Q: I have a density-functional calculation of cubic SrTiO$_3$, with its O 2s and 2p states turned into twelve maximally localised Wannier functions, four on each oxygen. I know nine of them. Can you tell me where the last three are centred, how wide they are and how deep they lie?

Maximally localised Wannier functions from the O 2s and 2p states of cubic SrTiO3 (a = 3.907 Å, Sr at the origin, Ti at the cell centre), computed with Ansatz 0.2.0 using r2SCAN, PAW and a 500 eV plane-wave cutoff. The k mesh is 6x6x6 for the density and 4x4x4 for the Wannier functions. On-site energies are relative to the valence top, and centres are Cartesian.

| row | function spread (angstrom^2) | function on site (eV) | function x (Å) | function y (Å) | function z (Å) |
| --- | --- | --- | --- | --- | --- |
| 1 | 0.947 | -7.964 | 2.059 | 1.848 | 0.356 |
| 2 | 0.945 | -7.991 | 1.851 | 0.360 | 2.056 |
| 3 | 0.946 | -7.977 | -0.358 | 1.849 | 2.057 |
| 4 | 0.945 | -7.991 | 2.056 | 1.851 | -0.360 |
| 5 | 1.088 | -4.486 | 1.719 | 1.932 | 0.002 |
| 6 | 1.088 | -4.489 | 1.975 | 2.188 | 0.002 |
| 7 | 1.088 | -4.489 | 1.932 | -0.002 | 1.719 |
| 8 | 1.088 | -4.486 | 2.187 | -0.002 | 1.975 |
| 9 | 0.947 | -7.964 | 1.848 | -0.356 | 2.059 |
| 10 | ? | ? | ? | ? | ? |
| 11 | ? | ? | ? | ? | ? |
| 12 | ? | ? | ? | ? | ? |

Here "function spread" is the mean squared width of a function, "function on site" is its average energy measured from the valence top, and x, y, z locate its centre. What puzzles me first is that none of the nine sits on its oxygen nucleus.

A: They are hybrids of s and p. Measure $r$ from the nucleus and let $d$ be the distance of the centre from it. The spread is then

$$\Omega=\langle r^2\rangle-d^2 .$$

A pure s or p function is balanced about the nucleus, so its $d$ is zero. A hybrid has most of its density on one side. Mixing functions on one atom leaves the sum of $\langle r^2\rangle$ unchanged, so every shift of a centre lowers the total spread. On the first oxygen (rows 1, 4, 5 and 6) this saves 0.41 Å$^2$, about a tenth of what centred functions would have.

Q: Would I see the same if I localised the 2p states alone and kept 2s apart?

A: No. Without s there is nothing to unbalance a p function, and each oxygen lies midway between two Ti atoms. I would expect the functions to stay centred on the nucleus, though that case was not run.

Q: Why are there two kinds of hybrid, then? Rows 1–4 and 9 lean towards a Ti atom and are narrow. Rows 5–8 point across the Ti–O–Ti line and are wider.

A: Most of the difference is the shift itself. The mean distance from the nucleus is 0.387 Å for the first kind and 0.235 Å for the second, so the shift accounts for

$$0.387^2-0.235^2\approx0.095\ \text{Å}^2 .$$

The mean spreads differ by 0.142 Å$^2$, so this is two thirds of the gap. The rest is a smaller $\langle r^2\rangle$ of the Ti-directed functions.

As for the shape, a free atom would give four equal hybrids at the tetrahedral angle. Two neighbours on a straight line suit two sp hybrids along the line and two pure p functions across it. The table lies in between: the angle at the first oxygen is 135° for the Ti-directed pair and about 100° for the other. My reading is that the Ti neighbours make the s–p dipole larger along the line than across it, so a shift towards Ti saves more spread and draws more s into that pair. The calculation does not test this directly.

Q: The Ti-directed functions are also 3.5 eV deeper. Is that the distance between 2s and 2p?

A: No, because both kinds are mixtures. The 2s level lies far below 2p, so a larger s share pulls the average energy down. That should be the larger part, but not all of it: the Ti-directed pair also shares the whole p orbital along the line, and its σ bond to Ti is expected to put it below the two p orbitals across the line. The angles agree with this, since a wider angle between two equal hybrids means more s. I trust that ranking but not the sizes: the simple angle formula gives s shares that add up to 1.14 on one atom instead of 1. The formula assumes an s–p dipole equal in all directions; a larger one along the line would open the Ti-directed angle further and overstate the s share of that pair.

Q: Now the third oxygen, at (0, 1.95, 1.95) Å. I know only row 3, which leans towards the Ti on the $-x$ side.

A: That is enough to fix the orientation. Swapping $x$ and $y$ is a symmetry of the crystal and carries the second oxygen onto the third. It also carries row 9 to within 0.003 Å of row 3, so I take the images of rows 7, 2 and 8 for the other three. Their order is the weakest step: rows 4–6 and rows 7–9 both point mainly along $z$, $x$, $y$ in turn, and I assume that rows 10–12 do too. For spread and energy I use the mean of each kind over the nine known rows.

- Row 10, across the line towards $-z$: centre (0.00, 1.93, 1.72) Å, spread 1.088 Å$^2$, energy −4.49 eV.
- Row 11, towards the other Ti: centre (0.36, 1.85, 2.06) Å, spread 0.946 Å$^2$, energy −7.98 eV.
- Row 12, across the line towards $+y$: centre (0.00, 2.19, 1.97) Å, spread 1.088 Å$^2$, energy −4.49 eV.

I allow 0.01 Å on each coordinate, 0.003 Å$^2$ and 0.03 eV. These ranges cover the scatter within this run; on a 4x4x4 Wannier mesh the spreads themselves are not expected to be converged that far. The total spread of the same calculation leaves 3.12 Å$^2$ for these three, so getting their sum right will earn no credit.

The withheld rows as computed:

| row | function spread (angstrom^2) | function on site (eV) | function x (Å) | function y (Å) | function z (Å) |
| --- | --- | --- | --- | --- | --- |
| 10 | 1.088 | -4.488 | 0.001 | 1.932 | 1.719 |
| 11 | 0.946 | -7.977 | 0.358 | 1.850 | 2.058 |
| 12 | 1.088 | -4.488 | -0.001 | 2.188 | 1.975 |

Q: Everything falls within your ranges, and the order holds. The centres miss the mirror images by 0.003 Å in rows 10 and 11 and by 0.001 Å in row 12. The spreads agree to the last printed digit, and the energies lie within 0.001 eV of your group means before rounding. Does that confirm the story about s and p?

A: It confirms that the third oxygen repeats the second in a mirror, up to a slight tilt. Rows 2 and 9 differ by 0.027 eV while rows 3 and 11 are equal, so the energy of row 2 would have missed row 11 by 0.014 eV. The group mean hits because the two Ti-directed energies add up to nearly the same value on every oxygen. The s shares remain an argument from angles and energies.

For use in a model, read the four functions of an oxygen together. Their mean centre lies within about 0.002 Å of the nucleus, so the off-centre positions are no sign of a polar crystal. Their energies add up to −24.93 eV on each of the three oxygens. A single hybrid's energy depends on how s and p were mixed, and should not be entered as an atomic level.
